**Cost of removing one 6s electron from Ba to Bi: screening by 4f, 5d and 6p**

The table holds the energy of the 6s¹ cation (half an electron of each spin) above the 6s² atom, and the cation's 6s eigenvalue, for 20 elements from Ba to Bi, from spherical all-electron Kohn-Sham calculations with scalar-relativistic PBE. The program fits the removal energy to the numbers of 4f, 5d and 6p electrons, in a screened hydrogenic form and in a form additive in energy, and compares both with a quadratic in Z. The additive form leaves 0.064 eV rms, the hydrogenic form with the same terms 0.107 eV and the curve in Z 0.98 eV; the steps per proton are 0.07 to 0.12 eV for 4f, 0.27 to 0.63 eV for 5d and 2.6 to 2.8 eV for 6p, and the two reversals occur where a 5d electron is lost. For Ba and La the mean of the neutral and cation eigenvalues reproduces the removal energy within 0.05 eV, as Janak's theorem with a quadratic energy implies. The gap between eigenvalue and removal energy grows by a factor 1.81 from Ba to Hg but only 1.11 from Hg to Bi, which hydrogenic scaling does not describe.

Spherical all-electron Kohn-Sham atoms in scalar-relativistic, spin-polarised PBE, from the radks radial solver (version 1) with Libxc, with a Fermi nuclear charge distribution. The 6s shell holds 0.5 spin-up and 0.5 spin-down electrons; other open shells are unpolarised. Configurations are those of the neutral atoms, and energies are relative to the atom with 6s² filled.

## The fit in Python

```python
# Table: cost dE of removing one 6s electron (6s2 atom -> 6s 0.5 up + 0.5 down cation) and cation 6s
# eigenvalue, Ba..Bi; radks, PBE, scalar-relativistic, spherical. Tested: screening by 4f/5d/6p counts
# (screened hydrogenic, additive in energy, smooth in Z) and the Janak link of dE and eigenvalue.
T = {
    'ion': ['Ba', 'La', 'Ce', 'Pr', 'Nd', 'Pm', 'Sm', 'Eu', 'Gd', 'Er', 'Tm', 'Hf', 'Ta', 'W', 'Os', 'Ir', 'Hg', 'Tl', 'Pb', 'Bi'],
    'Z': [56, 57, 58, 59, 60, 61, 62, 63, 64, 68, 69, 72, 73, 74, 76, 77, 80, 81, 82, 83],
    'configuration': ['[Xe] 6s2', '[Xe] 5d1 6s2', '[Xe] 4f1 5d1 6s2', '[Xe] 4f3 6s2', '[Xe] 4f4 6s2', '[Xe] 4f5 6s2', '[Xe] 4f6 6s2', '[Xe] 4f7 6s2', '[Xe] 4f7 5d1 6s2', '[Xe] 4f12 6s2', '[Xe] 4f13 6s2', '[Xe] 4f14 5d2 6s2', '[Xe] 4f14 5d3 6s2', '[Xe] 4f14 5d4 6s2', '[Xe] 4f14 5d6 6s2', '[Xe] 4f14 5d7 6s2', '[Xe] 4f14 5d10 6s2', '[Xe] 4f14 5d10 6s2 6p1', '[Xe] 4f14 5d10 6s2 6p2', '[Xe] 4f14 5d10 6s2 6p3'],
    'nuclear_rms_radius': [4.838, 4.855, 4.877, 4.892, 4.912, 4.962, 5.082, 5.112, 5.157, 5.252, 5.226, 5.347, 5.351, 5.366, 5.413, 5.403, 5.465, 5.476, 5.501, 5.521],  # fm
    'energy_change': [5.362, 5.9657, 6.07, 5.7209, 5.7983, 5.873, 5.9463, 6.0188, 6.6446, 6.3817, 6.456, 7.9747, 8.4652, 8.8804, 9.573, 9.8749, 10.681, 13.435, 16.09, 18.714],  # eV
    'spin_up_eigenvalue': [-7.5842, -8.3432, -8.4898, -8.0808, -8.1979, -8.3099, -8.4189, -8.5262, -9.2749, -9.0571, -9.1647, -10.973, -11.617, -12.178, -13.136, -13.561, -14.704, -17.546, -20.364, -23.173],  # eV
    'spin_down_eigenvalue': [-7.5842, -8.3432, -8.4898, -8.0808, -8.1979, -8.3099, -8.4189, -8.5262, -9.2749, -9.0571, -9.1647, -10.973, -11.617, -12.178, -13.136, -13.561, -14.704, -17.546, -20.364, -23.173],  # eV
}
import re
import numpy as np
from scipy.constants import physical_constants as pc
Ry = pc['Rydberg constant times hc in eV'][0]; Ha = 2*Ry
ion = T['ion']; Z = np.array(T['Z'], float); E = np.array(T['energy_change'], float)
up = -np.array(T['spin_up_eigenvalue'], float); dn = -np.array(T['spin_down_eigenvalue'], float)
def cnt(s):
    m = [re.search(s + r'(\d+)', c) for c in T['configuration']]
    return np.array([float(k.group(1)) if k else 0.0 for k in m])
nf, nd, n6 = cnt('4f'), cnt('5d'), cnt('6p')
I = {a: i for i, a in enumerate(ion)}
x = np.sqrt(E/Ry); D = up - E; one = np.ones(len(E))
def fit(cols, root):
    A = np.array(cols).T
    c = np.linalg.lstsq(A, x if root else E, rcond=None)[0]
    return c, (Ry*(A@c)**2 if root else A@c)
M = [('A x linear in counts (x0,f,d,p)', [one, nf, nd, n6], True),
     ('B x with d^2 (x0,f,d,d^2,p)', [one, nf, nd, nd**2, n6], True),
     ('C dE additive, eV (E0,f,d,d^2,p)', [one, nf, nd, nd**2, n6], False),
     ('Z dE quadratic in Z-56, eV', [one, Z-56, (Z-56)**2], False)]
P = []
print('x = sqrt(dE/Ry); D = |eps| - dE; residual = model - table; rounding 0.00005-0.0005 eV')
for name, cols, root in M:
    c, p = fit(cols, root); P.append(p); r = p - E; w = int(np.argmax(abs(r)))
    print(name, ' '.join('%.4f' % v for v in c),
          '| rms %.3f eV, worst %s %+.3f eV' % (np.sqrt(np.mean(r**2)), ion[w], r[w]))
print('row  f  d p      x   resA   resB   resC   resZ  D[eV] D/x[eV]')
for i, a in enumerate(ion):
    print('%-3s %2d %2d %d %.4f %s %6.3f %5.2f' % (a, nf[i], nd[i], n6[i], x[i],
          ' '.join('%+.3f' % (p[i]-E[i]) for p in P), D[i], D[i]/x[i]))
def step(v, a, b):
    return (v[I[b]] - v[I[a]])/(Z[I[b]] - Z[I[a]])
def show(lab, s):
    pr = [t.split('-') for t in s.split()]
    print(lab, ', '.join('%s-%s %.3f (%.3f)' % (a, b, step(E, a, b), 4.2*step(x, a, b)) for a, b in pr))
    return [step(E, a, b) for a, b in pr]
print('steps of dE in eV per proton (bracket: 4.2*dx; Slater gives 4f 0, 5d 0.15, 6p 0.65)')
sf = show('4f:', 'Ba-Pr Pr-Nd Nd-Pm Pm-Sm') + show('4f:', 'Sm-Eu Eu-Er Er-Tm')
sf += show('4f with 5d1:', 'La-Ce Ce-Gd')
sd = show('first 5d:', 'Ba-La Eu-Gd')
sl = show('5d:', 'Hf-Ta Ta-W W-Os Os-Ir Ir-Hg')
sp = show('6p:', 'Hg-Tl Tl-Pb Pb-Bi')
for a, b in [('Ce', 'Pr'), ('Gd', 'Er'), ('Tm', 'Hf')]:
    print('%s->%s total %+.3f eV; model B %+.3f, C %+.3f' % (a, b, E[I[b]]-E[I[a]],
          P[1][I[b]]-P[1][I[a]], P[2][I[b]]-P[2][I[a]]))
print('Tm->Hf less one Er-Tm step, per 5d electron: %.3f eV (estimate)'
      % ((E[I['Hf']]-E[I['Tm']]-step(E, 'Er', 'Tm'))/2))
# neutral 6s |eigenvalue| [eV], <r>, <1/r> [bohr]: further outputs of the same runs
X = {'Ba': (3.22988, 4.7902, 0.261106), 'La': (3.67941, 4.42273, 0.284079)}
je = []
for a, (e0, r, ri) in X.items():
    i = I[a]; m = (e0 + up[i])/2; U = up[i] - e0; je.append(m - E[i])
    print('%s Janak mean %.3f eV (%+.3f); U %.3f, 2D %.3f eV; U/(Ha<1/r>) %.3f'
          % (a, m, m-E[i], U, 2*D[i], U/Ha/ri))
print('Ba->La: neutral 6s <r> %+.1f%%, <1/r> %+.1f%%' % (100*(X['La'][1]/X['Ba'][1]-1), 100*(X['La'][2]/X['Ba'][2]-1)))
for a, b in [('Ba', 'Tm'), ('Ba', 'Hg'), ('Hg', 'Bi')]:
    print('%s->%s ratios: dE %.2f, x %.2f, D %.2f' % (a, b, E[I[b]]/E[I[a]], x[I[b]]/x[I[a]], D[I[b]]/D[I[a]]))
# rough recalled first and second ionisation energies, eV
print('mean of rough recalled I1, I2: Ba %.1f, Hg %.1f eV; |eps| %.2f, %.2f eV'
      % ((5.2+10)/2, (10+19)/2, up[I['Ba']], up[I['Hg']]))
assert np.all(up == dn)
assert 0 < min(sf) and max(sf) < min(sd + sl) and max(sd + sl) < min(sp)
assert step(E, 'Ce', 'Pr') < 0 and step(E, 'Gd', 'Er') < 0 and np.all(np.diff(sl) < 0)
assert max(abs(v) for v in je) < 0.1 and np.all(D > 0)
```

Printed output:

```
x = sqrt(dE/Ry); D = |eps| - dE; residual = model - table; rounding 0.00005-0.0005 eV
A x linear in counts (x0,f,d,p) 0.6330 0.0057 0.0196 0.0882 | rms 0.229 eV, worst Hg +0.555 eV
B x with d^2 (x0,f,d,d^2,p) 0.6319 0.0048 0.0321 -0.0013 0.0968 | rms 0.107 eV, worst Tl -0.222 eV
C dE additive, eV (E0,f,d,d^2,p) 5.3872 0.0904 0.6468 -0.0245 2.6941 | rms 0.064 eV, worst Hf -0.127 eV
Z dE quadratic in Z-56, eV 6.5376 -0.3278 0.0254 | rms 0.982 eV, worst Hg +2.620 eV
row  f  d p      x   resA   resB   resC   resZ  D[eV] D/x[eV]
Ba   0  0 0 0.6278 +0.089 +0.070 +0.025 +1.176  2.222  3.54
La   0  1 0 0.6622 -0.171 +0.009 +0.044 +0.269  2.377  3.59
Ce   1  1 0 0.6679 -0.174 -0.008 +0.030 -0.086  2.420  3.62
Pr   3  0 0 0.6484 +0.027 -0.039 -0.063 +0.062  2.360  3.64
Nd   4  0 0 0.6528 +0.050 -0.032 -0.050 -0.166  2.400  3.68
Pm   5  0 0 0.6570 +0.077 -0.021 -0.034 -0.339  2.437  3.71
Sm   6  0 0 0.6611 +0.106 -0.009 -0.017 -0.461  2.473  3.74
Eu   7  0 0 0.6651 +0.137 +0.005 +0.001 -0.531  2.507  3.77
Gd   7  1 0 0.6988 -0.124 -0.049 -0.003 -1.104  2.630  3.76
Er  12  0 0 0.6849 +0.303 +0.084 +0.090 -0.120  2.675  3.91
Tm  13  0 0 0.6888 +0.337 +0.100 +0.106 +0.113  2.709  3.93
Hf  14  2 0 0.7656 -0.289 -0.158 -0.127 -0.179  2.998  3.92
Ta  14  3 0 0.7888 -0.373 -0.113 -0.093 -0.159  3.152  4.00
W   14  4 0 0.8079 -0.370 -0.032 -0.033 -0.013  3.298  4.08
Os  14  6 0 0.8388 -0.196 +0.128 +0.079 +0.569  3.563  4.25
Ir  14  7 0 0.8519 -0.049 +0.174 +0.106 +0.981  3.686  4.33
Hg  14 10 0 0.8860 +0.555 +0.063 -0.008 +2.620  4.023  4.54
Tl  14 10 1 0.9937 +0.088 -0.222 -0.068 +0.783  4.111  4.14
Pb  14 10 2 1.0875 -0.070 -0.154 -0.029 -0.904  4.274  3.93
Bi  14 10 3 1.1728 +0.016 +0.200 +0.042 -2.510  4.459  3.80
steps of dE in eV per proton (bracket: 4.2*dx; Slater gives 4f 0, 5d 0.15, 6p 0.65)
4f: Ba-Pr 0.120 (0.029), Pr-Nd 0.077 (0.018), Nd-Pm 0.075 (0.018), Pm-Sm 0.073 (0.017)
4f: Sm-Eu 0.072 (0.017), Eu-Er 0.073 (0.017), Er-Tm 0.074 (0.017)
4f with 5d1: La-Ce 0.104 (0.024), Ce-Gd 0.096 (0.022)
first 5d: Ba-La 0.604 (0.144), Eu-Gd 0.626 (0.142)
5d: Hf-Ta 0.490 (0.097), Ta-W 0.415 (0.080), W-Os 0.346 (0.065), Os-Ir 0.302 (0.055), Ir-Hg 0.269 (0.048)
6p: Hg-Tl 2.754 (0.452), Tl-Pb 2.655 (0.394), Pb-Bi 2.624 (0.358)
Ce->Pr total -0.349 eV; model B -0.380, C -0.442
Gd->Er total -0.263 eV; model B -0.130, C -0.170
Tm->Hf total +1.519 eV; model B +1.261, C +1.286
Tm->Hf less one Er-Tm step, per 5d electron: 0.722 eV (estimate)
Ba Janak mean 5.407 eV (+0.045); U 4.354, 2D 4.444 eV; U/(Ha<1/r>) 0.613
La Janak mean 6.011 eV (+0.046); U 4.664, 2D 4.755 eV; U/(Ha<1/r>) 0.603
Ba->La: neutral 6s <r> -7.7%, <1/r> +8.8%
Ba->Tm ratios: dE 1.20, x 1.10, D 1.22
Ba->Hg ratios: dE 1.99, x 1.41, D 1.81
Hg->Bi ratios: dE 1.75, x 1.32, D 1.11
mean of rough recalled I1, I2: Ba 7.6, Hg 14.5 eV; |eps| 7.58, 14.70 eV
```
